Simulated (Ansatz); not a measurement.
Calibrating B2PLYP/def2-TZVPP on molecular compounds of Si

The vertical ionisation energy (cation less neutral) in eV of 7 molecular compounds of Si: x at B2PLYP/def2-TZVPP, y at CCSD(T)/def2-TZVPP. Shapes, held fixed at every level: PBE0-D4/def2-TZVP. Flexible molecules stand in one conformer, not always the lowest. Programs: Ansatz 0.2.0.

| molecule | x (eV) | y (eV) |
| --- | --- | --- |
| CH5NOSi (SMILES CO[Si]N) | 8.73 | 8.85 |
| Si2H4SO (SMILES [SiH3]O[Si]S) | 8.90 | ? |
| Si(NH2)(OH) | 9.13 | 9.21 |
| Si(OH)(SH) | 9.28 | 9.37 |
| Si(NH2)Cl | 9.35 | 9.43 |
| Si2H4O2 (SMILES O[Si]O[SiH3]) | 9.44 | 9.56 |
| Si(OH)2 | 9.54 | 9.64 |

Question: Fit y = c + s·x to the known rows and predict y for Si2H4SO.

Answer: 
1. Means of the 6 rows: x = 9.2450, y = 9.343.
2. Σ(Δx)² = 0.41575, Σ(Δx·Δy) = 0.4092, so the slope is 0.4092/0.41575 = 0.98425.
3. Intercept: 9.343 − (0.98425) × 9.2450 = 0.244. The largest residual of the fit is 0.025.
4. Si2H4SO: 0.244 + 0.98425 × 8.90 = 9.00 eV.

CCSD(T)/def2-TZVPP gives 9.01 eV, so the prediction is off by -0.01 eV, within the largest residual. Uncorrected, B2PLYP/def2-TZVPP misses it by -0.11 eV, and the other rows by 0.10 on average. The line removes about 90 % of this miss. Left out in turn, the other rows are missed by 0.03 eV on average, so much of the error is systematic among these molecules. Cations run unrestricted.

These molecules are divalent silylenes, and the electron removed probably comes mainly from the silicon lone pair, which is rich in 3s character. Replacing NH2 in Si(NH2)(OH) by OH raises the CCSD(T) ionisation energy from 9.21 to 9.64 eV, as expected when a more electronegative, weaker π donor leaves less charge on silicon. Electronegativity alone doesn't order the set, however: Si(NH2)Cl lies above Si(NH2)(OH), which suggests that the weaker π donation of chlorine also matters.

B2PLYP is too low in every row by a similar amount, perhaps because its mix of exchange and perturbative correlation treats the loss of this kind of electron in much the same way throughout. The correction is therefore essentially a shift, and the fitted slope carries little physical meaning; adding the average miss of 0.10 eV would predict Si2H4SO equally well. The gap is largest for the three compounds with a methyl or silyl group on oxygen, so some substituent dependence is possible. Transfer to tetravalent silicon compounds, which lack this lone pair, remains untested.
